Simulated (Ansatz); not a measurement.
YHSe: the change of energy above lowest point with volume scale

Results calculated with Ansatz 0.2.0, not measured. Free energy against uniform scaling of the volume at fixed shape and fractions; periodic cell, basis, potentials, k mesh and filling as listed.

The cell before it is scaled or strained (space group P-6m2, No. 187):
```
CELL_PARAMETERS angstrom
3.84090 0.00000 0.00000
-1.92050 3.32630 0.00000
0.00000 0.00000 3.91560
ATOMIC_POSITIONS crystal
Y 0.00000 0.00000 0.00000
H 0.33333 0.66667 0.00000
Se 0.66667 0.33333 0.50000
```

Settings of every row: functional r2SCAN; dispersion none; potentials norm-conserving; wave cutoff 1230 eV; density cutoff 4920 eV; k mesh 6x6x5; k shift 0x0x0; occupations fixed; smearing width 0 eV; spin none; SCF threshold exponent -5.

Limits: loose SCF threshold; the cell comes from a prototype or a list of computed structures and needn't be the stable phase.

| row | volume scale | V (Å³/atom) | energy above lowest point (meV/atom) |
| --- | --- | --- | --- |
| 1 | 0.92 | 15.341 | ? |
| 2 | 0.9467 | 15.786 | 13.9 |
| 3 | 0.9733 | 16.23 | 3.2 |
| 4 | 1 | 16.675 | 0 |
| 5 | 1.0267 | 17.12 | 3 |
| 6 | 1.0533 | 17.564 | 12 |
| 7 | 1.08 | 18.009 | 24.2 |

Question: what energy above lowest point should row 1 give?

Worked fit of energy above lowest point. Take u = (V_r/V)^(2/3) − 1 with V_r = 16.898 Å³ an atom, which is twice the finite (Eulerian) strain; such expansions in the strain, on which the Birch-Murnaghan equation of state is built, carry the rest volume and the bulk modulus. The shown rows have u = 0.04643, 0.02725, 0.0089, -0.00866, -0.02544, -0.04156. Least squares give energy above lowest point = 0.89 − 169.4 × u + 9609 × u² meV/atom; a straight line predicts inner rows, each left out in turn, worse (root mean square 7.2 against 0.46 meV/atom). The rows lie off it by 0.2, -0.2, -0.1, -0.1, 0.6, -0.3 (root mean square 0.3 meV/atom). The withheld row has u = 0.06657, so the fit gives 0.89 − 169.4 × (0.06657) + 9609 × (0.06657)² = 32.2 meV/atom.

The calculation gave 33 meV/atom. The fit lies 0.8 meV/atom (2.4 % of the value, 2.4 % of the column's range) below it; its largest miss of a shown row is 0.6 meV/atom. This row lies beyond the range of the fit.
